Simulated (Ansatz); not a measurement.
# A family of molecules: the dipole moment

One atom is swapped for its congeners: SnH3(CH3); SiH3(SnH3); GeH3(SnH3). All are singlets with charge 0.

Shapes, held fixed at every level: PBE0-D4/def2-TZVP. Programs: Ansatz 0.2.0. Values in D.

| level | SnH3(CH3) | GeH3(SnH3) |
| --- | --- | --- |
| PBE-D4/def2-TZVPP | 0.81 | 0.13 |
| r2SCAN-D4/def2-TZVPP | 0.81 | 0.11 |
| B3LYP-D4/def2-TZVPP | 0.79 | 0.13 |
| wB97M-V/def2-TZVPP | 0.73 | 0.12 |

(1) Estimate the column for SiH3(SnH3) from its neighbours.

Results:

(1) The mean of the neighbours at wB97M-V/def2-TZVPP is 0.42 D, against 0.27 from the run: the member lies nearer Ge. All rows: PBE-D4/def2-TZVPP 0.24; r2SCAN-D4/def2-TZVPP 0.27; B3LYP-D4/def2-TZVPP 0.29; wB97M-V/def2-TZVPP 0.27 D. At wB97M-V/def2-TZVPP the dipole moment falls at every step, from 0.73 to 0.12 D. Every level shows the same order. For atoms past krypton def2 sets carry core potentials with scalar relativity. Relativity is left out for Ge unless named. Magnitudes only: a dipole under 1 D may point either way.

The dipole moment drops sharply from the methyl to the silyl compound and then more gently to the germyl one, so averaging the neighbours overestimates the middle member at every level. The break lies between carbon and its heavier congeners. Carbon, with its compact 2p shell, is clearly more electronegative than tin and draws charge from both the Sn–C bond and its own hydrogens. Silicon and germanium, like tin, bind hydrogen with hydridic polarity, and their electronegativities lie close to that of tin. The two ends of the molecule then resemble each other, and their opposed group moments probably cancel to a large extent, most completely in the germyl compound.

The functionals differ by far less than the step from carbon to silicon, and no functional gives consistently larger or smaller moments across the three molecules. The ordering is therefore better supported than the finer differences within a column. A small total moment does not imply nonpolar bonds, and these totals alone cannot separate the Sn–X bond contribution from those of the hydrogens.
